Question

Stretching every bond of a solid by one per cent enlarges its volume by about three per cent. In a fairly soft semiconductor such as SnTe, that changes the pressure by roughly 1 GPa. The table follows rocksalt SnTe through nine cells whose edges grow in equal steps, computed with a meta-GGA functional and spin-orbit coupling. Positive pressure means that the cell pushes outwards; negative pressure means that it has to be held open.

Ansatz 0.2.0, density functional theory with r2SCAN and spin-orbit coupling, for rocksalt SnTe strained equally in all directions. Plane waves with PAW potentials, cutoff 500 eV, 8×8×8 k mesh, Fermi–Dirac smearing of width 0.02 eV. Pressure is positive in compression.

```
volume (Å³/atom)  shortest distance (Å)  pressure (GPa)
          28.702                  3.062           6.750
          29.608                  3.094           4.640
          30.534                  3.126           2.800
          31.478                  3.157           1.190
          32.441                  3.189          -0.190
          33.424                  3.221          -1.350
          34.427                  3.253          -2.370
          35.450                  3.285          -3.270
          36.492                  3.317          -4.050
```

(a) The pressure falls from row to row, but by less each time. Derive a relation between the stiffness of the crystal and the energy of one Sn–Te contact, and use it to explain the trend.

(b) The drops in pressure do not shrink evenly. Show from the table how the pattern breaks near the sixth row and explain it, given that the gap at the L point of the Brillouin zone is 0.081, 0.017 and 0.107 eV in the fifth, sixth and seventh rows. Four of the 512 points of the k mesh are L points. Estimate the size of the effect.

Model answer to (a)

Let r be the shortest distance and V the volume per atom, which in rocksalt equals r³. A cell with one Sn and one Te has the volume 2r³ and contains six contacts. Share its energy equally among them and call the result e(r). This is only a way of counting for a lattice that is scaled as a whole, so it holds whatever the range of the forces. Differentiating the energy with respect to volume gives the pressure P, and differentiating once more gives the stiffness B = −V dP/dV:

P = −e′(r)/r²

B = e″(r)/(3r) + 2P/3

The first term of B is the resistance of the contact to a further change of length. The second comes from the pressure already present, which adds to the stiffness of a compressed cell and lowers that of a stretched one.

Each step enlarges the volume by about three per cent, so the pressure drops by about three per cent of the stiffness. The drops shrink because the stiffness falls. Now compare the two ends of the series. Between the two smallest cells the stiffness is about 68 GPa, and between the two largest it is only 27 GPa. Over the same range e″ falls from 3.7 to 1.8 eV/Å². Most of the softening therefore lies in the contact itself, whose energy curve has lost half its curvature after a stretch of less than a tenth of its length.

The reason for the loss is the usual one for bonds in solids. The repulsion between overlapping electron shells dies away quickly with distance, while the attraction that holds the crystal together fades more slowly. Near equilibrium the steep repulsion gives the energy curve its upward curvature, and the attraction takes part of it away. Because the repulsive part dies away faster, a longer contact is also a softer one. The pressures show the loss of curvature; its division into repulsion and attraction is an argument from general theory.

A constant stiffness fails at both ends. Starting from the volume of zero pressure, near 32.3 Å³/atom, it would give the smallest cell 5.2 GPa instead of 6.75 GPa. It would also give the largest cell a tension of 5.3 GPa instead of 4.05 GPa. A useful correction is that the stiffness, about 44 GPa at zero pressure, rises by some 4.5 GPa for each GPa of pressure. Anyone who turns a large strain into a stress with one fixed modulus will thus underestimate the pressure on compression and overestimate the tension on expansion.

Model answer to (b)

The irregular place is the sixth row, at 33.424 Å³/atom. The drop that leads to it is smaller than the one before by 0.23 GPa (0.22 from the rounded values of the table), but the next drop is smaller by only 0.14 GPa. Before and after this place the shrinkage changes much more gently from step to step.

The gaps point to the electrons at L. The gap closes as the cell expands and then opens again, as happens when two states pass through each other and exchange their places. Call g the energy of the state that is empty in the large cells less that of the state that is filled there. In the large cells g is the ordinary gap; in the five smallest cells it is negative, and the electrons sit in the other state.

This exchange matters for the pressure because the two states respond differently to volume. In the five smallest cells the uppermost electrons at L occupy the state whose energy rises relative to its partner's as the cell expands. Compared with that partner it pulls the cell inwards, so the pressure is a little lower than it would be with the partner filled. Once the states have crossed, this inward pull is gone, and the pressure is lifted against its general fall.

The size follows from the weight of L on the mesh. Two electrons change their state at each L point, and the cell has two atoms, so the two factors of two cancel when V is taken per atom:

ΔP = (4/512) × dg/dV

Between the fifth and sixth rows g rises from −0.081 to +0.017 eV, while V grows from 32.441 to 33.424 Å³/atom. Hence

ΔP ≈ (4/512) × (0.098 eV)/(0.983 Å³) ≈ 0.0008 eV/Å³ ≈ 0.12 GPa

because 1 eV/Å³ is about 160 GPa. The estimate uses gaps and mesh weights alone, with no pressure from the table.

The step is not sharp, since the smearing of the occupations lets both states be partly filled while the gap is small. About half of the exchange takes place between the fifth and sixth rows and about a third between the sixth and seventh. The first of these drops is therefore reduced most, which makes the shrinkage before it look too large and the shrinkage after it too small. With the exchange taken out, the two values become 0.19 and 0.17 GPa, and the drops shrink evenly along the whole series. The same correction removes a smaller unevenness at the end, where the shrinkage runs 0.11 and then 0.13 GPa as computed, but 0.15 and 0.13 GPa without the exchange.

Remarks on the reasoning

The negative sign of g in the five smallest cells is an assumption, and a good answer tests it. A smooth curve, quadratic in the logarithm of the volume, was fitted to the signed gaps of the six largest cells. It predicts a separation of 0.302 eV for the next smaller cell, at 30.534 Å³/atom, which was not part of the fit; the calculation gives the same value. This supports a crossing of two states, and band inversion at L is well established for SnTe.

In the cell that is smaller again, at 29.608 Å³/atom, the curve seems to fail. It asks for a separation of 0.43 eV, whereas the smallest gap at L is 0.40 eV. The occupations resolve the conflict: the second conduction level at L lies at 0.43 eV, just where the curve puts the exchanged partner. Measured from the valence top, the partner has risen past another level, so the lowest gap no longer belongs to the same pair of states. The smallest cell misses the curve by more: 0.56 eV is asked for, and the smallest gap on the mesh is 0.41 eV. The same reordering may be the reason, but the occupations of that cell were not available to test it, and the correction for the exchange relies on the curve there too. In a series of strained cells a level has to be followed by its course, not by its place in the order.

The equation of state gives an independent check. A Birch–Murnaghan curve with three constants was fitted to all nine pressures, first as computed and then without the exchange at L. Its typical miss becomes five times smaller in the second case, as the analysis printed below shows. The second set of pressures is still no better estimate of the truth, because it keeps one chosen state filled at L throughout. It serves to locate the cause of the unevenness.

The strength of the unevenness is probably a matter of the mesh. A band inversion is a real change in the electronic structure, but here each L point stands for a whole patch of the Brillouin zone, and the entire patch switches at once. On a finer mesh each L point would carry less weight and the sharp step should shrink, though points close to L, where the two states mix, are expected to keep part of the change as a smoother bend spread over more rows; a repeat of the fifth to seventh rows on such a mesh would test this. Until then the kink should not be read as a phase transition. Its place is uncertain too, because approximate functionals often misjudge small gaps: an error of 0.1 eV in g would move the crossing by about one row.

The compressed end needs a different caution. Real SnTe leaves the rocksalt structure at a few GPa, while these cells are held cubic. The pressures of the smallest cells therefore describe how the rocksalt lattice would resist if it survived. They are sound evidence for the stiffening of its contacts, but not a prediction of what a sample would do in a press. The stretched cells are idealised too: at low temperature SnTe can shift its two sublattices against each other, and expansion is expected to favour this shift, which the symmetry of these cells forbids.

Numerical output:

```
fit of sg on 6 rows (vol > 31): constant -0.128 +/- 7e-05, coefficient of lv 3.519 +/- 0.0025, coefficient of lv**2 -4.162 +/- 0.021; rms 7.79e-05, worst 33.424 -0.000113, leave-one-out rms 0.00016
  rows outside the fit (model, value, miss): 28.702 -0.56, -0.4062, -0.154; 29.608 -0.4265, -0.3965, -0.03; 30.534 -0.3021, -0.3018, -0.000334
Steps from the row before:
     row  drop_GPa  stiffness_GPa  contact_curvature_eV_A2  shrinkage_of_drop_GPa  shrinkage_without_exchange_GPa  exchanged_share_at_L
  28.702       n/a            n/a                      n/a                    n/a                             n/a                     1
  29.608     2.107          67.79                    3.688                    n/a                             n/a                     1
  30.534     1.844          59.89                    3.342                 0.2625                          0.2634                0.9995
  31.478     1.607           52.8                    3.027                 0.2367                          0.2365                0.9908
  32.441     1.384          45.94                     2.71                 0.2231                          0.2112                0.8823
  33.424     1.155          38.69                    2.353                 0.2294                          0.1881                0.3932
  34.427     1.018          34.45                    2.163                 0.1366                          0.1663               0.06441
   35.45    0.9039          30.87                    2.005                 0.1144                          0.1481               0.00886
  36.492    0.7781          26.86                    1.811                 0.1258                          0.1311              0.001412
fit of p on 9 rows: coefficient of u**5 -40.46 +/- 2.8, coefficient of u**7 14.64 +/- 5.6, coefficient of u**9 26.25 +/- 2.8; rms 0.0155, worst 34.427 -0.0269, leave-one-out rms 0.0241
fit of pc on 9 rows: coefficient of u**5 -47.52 +/- 0.56, coefficient of u**7 27.81 +/- 1.1, coefficient of u**9 20.25 +/- 0.56; rms 0.00311, worst 30.534 -0.00461, leave-one-out rms 0.00665
Volume at zero pressure, interpolated, in A^3 per atom: 32.31
Bulk modulus there from the fitted curve, in GPa: 43.56
Its rise per GPa of pressure: 4.52
Bulk modulus at the same volume without the exchange at L, in GPa: 44.55
Pressure of the smallest cell if stiffness were constant, in GPa: 5.155
Pressure of the largest cell if stiffness were constant, in GPa: -5.306
Volume where the signed gap at L is zero, in A^3 per atom: 33.25
Full pressure step from the exchange at L, in GPa: 0.1205
Second conduction level at L above the valence top at 29.608, in eV: 0.4252
```
